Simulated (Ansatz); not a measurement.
# TiAl: opening a crack plane

TiAl, P4/mmm, a = 2.795 Å, c = 4.039 Å. The structure is a COD entry; whether it is the stable form wasn't checked. Ansatz: PBEsol, PAW, 420 eV, Γ-centred 21×21×5 mesh on 6 atoms, Gaussian smearing 0.15 eV; no spin polarisation. One cut on (001) per cell of 6 atoms is opened rigidly by x, between planes of Al and Ti that stand 2.02 Å apart; y is the energy per area (7.813 Å², 1 eV/Å² = 16.02 J/m²).

| x (Å) | y (J/m²) |
| --- | --- |
| 0.00 | 0.000 |
| 0.25 | 0.192 |
| 0.50 | 0.642 |
| 0.75 | 1.209 |
| 1.00 | 1.801 |
| 1.50 | ? |
| 2.00 | 3.653 |
| 3.00 | 4.430 |
| 4.50 | 4.675 |
| 6.00 | 4.693 |

**Question.** Fit the universal binding curve y = W[1 − (1 + x/l) e^(−x/l)] to the other rows, give the peak stress, and predict the missing value.

**Answer.** Least squares gives W = 4.78 J/m² and l = 0.746 Å. The stress dy/dx peaks at x = l with W/(e l) = 23.6 GPa, for rigid faces. At x = 1.50: x/l = 2.011, y = 2.853 J/m². The run gave 2.866 J/m², so the fit is 0.013 J/m² too low, within the rms miss on the fitted rows (0.060 J/m²).

Cost: 12 runs of about 5 core-minutes in all, on Intel Xeon 6975P-C (Granite Rapids) (shared hosts).

Cohesion across this cut is short-ranged: the energy climbs most steeply at an opening near 1 Å and is almost flat between 4.50 and 6.00 Å. The cut breaks Ti–Al contacts, in which Ti d states mix with Al s and p states on top of the metallic bonding. The overlap of the two faces' electron density tails falls off roughly exponentially, and metallic screening leaves little long-range attraction, which is why a curve with one length scale works.

The misfit is nevertheless systematic. The fit lies above the computed energies up to 1.00 Å, below them at 2.00 and 3.00 Å, and above them again at the largest openings, so its W of 4.78 J/m² overshoots the computed 4.693 J/m² at 6.00 Å. The close prediction at 1.50 Å therefore probably owes something to its position near a sign change in the error. Because one face ends in Ti and the other in Al, W is the sum of two unlike surface energies, which this cut can't separate.
